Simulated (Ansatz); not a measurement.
# Ti3O4: do energies and stresses tell the same story?

Method: DFT PBEsol, scalar-relativistic, plane waves, PAW in Ansatz.

Cutoff 420 eV; k points 8×8×12 on the computed 7-atom cell (Γ-centred); Gaussian smearing, width 0.10 eV; no spin polarisation.

Relaxed cell: Cmmm, a = 5.826 Å, b = 8.061 Å, c = 2.969 Å, α = 90.00°, β = 90.00°, γ = 90.00°, 7 atoms in the primitive cell. Whether it is the stable form of this composition wasn't checked.

Energies at zero smearing and pressures from the stress tensor, at volumes with shape and atoms relaxed:
```json
{"V (Å³/atom)": "8.764", "E − E(first) (meV/atom)": "0.00", "P (GPa)": "33.42"}
{"V (Å³/atom)": "9.062", "E − E(first) (meV/atom)": "-52.19", "P (GPa)": "22.88"}
{"V (Å³/atom)": "9.361", "E − E(first) (meV/atom)": "-86.23", "P (GPa)": "13.95"}
{"V (Å³/atom)": "9.660", "E − E(first) (meV/atom)": "-104.92", "P (GPa)": "6.39"}
{"V (Å³/atom)": "9.959", "E − E(first) (meV/atom)": "-110.66", "P (GPa)": "-0.01"}
{"V (Å³/atom)": "10.257", "E − E(first) (meV/atom)": "-105.41", "P (GPa)": "-5.41"}
{"V (Å³/atom)": "10.556", "E − E(first) (meV/atom)": "-90.90", "P (GPa)": "-9.98"}
{"V (Å³/atom)": "10.955", "E − E(first) (meV/atom)": "-59.58", "P (GPa)": "-14.98"}
```

Task: Check P = −dE/dV between neighbouring volumes, and get the bulk modulus from the pressures alone.

Result: With 1 eV/Å³ = 160.2 GPa:
```tsv
middle V (Å³/atom)	−ΔE/ΔV (GPa)	mean P (GPa)
8.913	27.987	28.151
9.212	18.255	18.415
9.511	10.025	10.170
9.809	3.080	3.193
10.108	-2.818	-2.709
10.407	-7.778	-7.695
10.755	-12.598	-12.478
```

The two differ by 0.16 GPa at most. The mean of two end pressures misses the average over a step by about ΔV² P″/12, up to 0.14 GPa here; with that taken off 0.04 GPa remains. The stress is the derivative of the free energy, not of the energy at zero smearing, and with free energies 0.02 GPa remains. Around V = 9.959 Å³/atom, the two neighbours give B = −V ΔP/ΔV = 9.959 × 11.80 / 0.598 = 196.7 GPa, against B0 = 195.6 GPa from the Birch–Murnaghan fit of the energies.

Spin polarisation was left out, and a magnetic state may lie lower.

A ferromagnetic start lost its moments in a first run, so spin was left out; other magnetic orders weren't tried.

Energies and stresses do tell the same story: they describe one equation of state, and the small residual suggests that Pulay stress from the finite plane-wave basis is minor at this cutoff. The mean pressure lies above the energy slope in every interval, as expected for a convex P(V) curve. The gap mostly narrows on expansion as the curvature falls, and the last interval breaks this trend because its volume step is wider.

The convexity is physical. Short-range repulsion between overlapping Ti and O shells rises steeply on compression, whereas the bonding forces weaken on expansion, so the oxide is stiffer at small volume. The same anharmonicity makes a symmetric finite difference overestimate the local slope, which probably accounts for much of the excess of 196.7 GPa over the fitted 195.6 GPa. The two bulk moduli are therefore compatible.

This agreement tests internal consistency, not accuracy: an error of the functional enters energy and stress alike and would go unnoticed here.
